Collinear spin-flip TDA for minimal-basis H₂ from the triplet reference

Result. Take a high-spin reference Φ, a collinear hybrid with exact-exchange fraction c_x, real orbitals, chemists' notation and the basis a†(aβ) a(iα)Φ. The Tamm-Dancoff spin-flip matrix is

A(iā, jb̄) = δ_ij δ_ab (ε_aβ − ε_iα) − c_x (ij|ab).

For Φ = |gα uα| the flips u→ḡ (g²) and g→ū (u²) form a gerade block, and g→ḡ and u→ū an ungerade open-shell block. Each block has coupling −c_x K, K = (gu|gu), and splitting √(Δ² + 4c_x²K²), where Δ is the difference of its diagonal elements. For Δ = 0 this is 2c_x K.

Problem. H₂ carries one Slater 1s function (exponent 1 bohr⁻¹) per atom; 1 Eh = 27.2114 eV.
(a) At R = 3 bohr the two-centre integrals give, in Eh, h_g = −0.8924, h_u = −0.7009, J_gg = 0.4687, J_uu = 0.4934, J_gu = 0.4711, K = 0.1737. Find the roots ω for c_x = 1 with Hartree-Fock orbital energies and compare with full CI.
(b) At R → ∞, where J_gg = J_uu = J_gu = K = U/2 with on-site repulsion U = 5/8 Eh, find the roots for c_x = 1/2 and 0. The remainder 1 − c_x is local exchange, v_xσ = −(6ρ_σ/π)^(1/3) in atomic units, without correlation.

Solution. A spin-flip transition density is off-diagonal in spin and leaves ρ_α and ρ_β unchanged to first order. The Hartree kernel and the collinear semilocal kernel therefore drop out, and only exact exchange survives. Symmetry fixes g and u for both spins.

(a) The α and β Fock operators of the triplet give
ε_gα = h_g + J_gu − K = −0.5950 Eh
ε_uα = h_u + J_gu − K = −0.4035 Eh
ε_gβ = h_g + J_gg + J_gu = 0.0474 Eh
ε_uβ = h_u + J_uu + J_gu = 0.2636 Eh.
The diagonal elements are
g²: ε_gβ − ε_uα − J_gu = −0.0202 Eh
u²: ε_uβ − ε_gα − J_gu = 0.3875 Eh
g→ḡ: ε_gβ − ε_gα − J_gg = K
u→ū: ε_uβ − ε_uα − J_uu = K.
The open-shell roots are K ∓ K: zero for the symmetric combination, which is S₋Φ, the M_S = 0 triplet, and 0.3474 Eh = 9.45 eV for ¹Σu⁺. The gerade block has Δ = 0.4077 Eh and splitting 0.5356 Eh, so ω = −0.0842 Eh = −2.29 eV and 0.4515 Eh = 12.29 eV.

The reference energy is E_T = h_g + h_u + J_gu − K + 1/R = −0.9626 Eh. Algebraically the g² element equals (2h_g + J_gg + 1/R) − E_T, the others follow likewise, and the couplings are the CI elements ±K up to determinant phases. The four flips span the whole M_S = 0 space, so A = H − E_T and the roots are full CI in this basis. The ground state lies at E_T + ω = −1.047 Eh.

(b) Since ρ_β = 0, β electrons feel no exchange. With X_g = −⟨g|v_xα|g⟩, ε_gβ − ε_gα = c_x(J_gg + K) + (1 − c_x)X_g, so the g→ḡ element is c_x K + (1 − c_x)X_g, and likewise for u. The open-shell block thus has Δ = (1 − c_x)(X_g − X_u) and gives spin-mixed roots unless this vanishes. At R → ∞, g and u are degenerate, ρ_α = e^(−2r)/π on each atom, and
X_g = X_u = X = (6/π)^(1/3) ∫ρ_α^(4/3) d³r = (27/64)(6/π²)^(1/3) Eh = 0.3574 Eh,
integrated over one atom. All four diagonal elements equal c_x K + (1 − c_x)X, and both blocks give ω = (1 − c_x)X (covalent) and (1 − c_x)X + 2c_x K (ionic).

For c_x = 1 (full CI), ω = 0 and 0.625 Eh = 17.01 eV.
For c_x = 1/2, ω = 0.1787 Eh = 4.86 eV and 0.4912 Eh = 13.37 eV. The covalent singlet and M_S = 0 triplet remain degenerate but lie 4.86 eV above Φ, and the ionic-covalent gap, 8.50 eV, is half the full-CI value.
For c_x = 0 the matrix is diagonal, and all four roots are the bare difference ε_β − ε_α = X = 9.7 eV, with no ionic-covalent gap.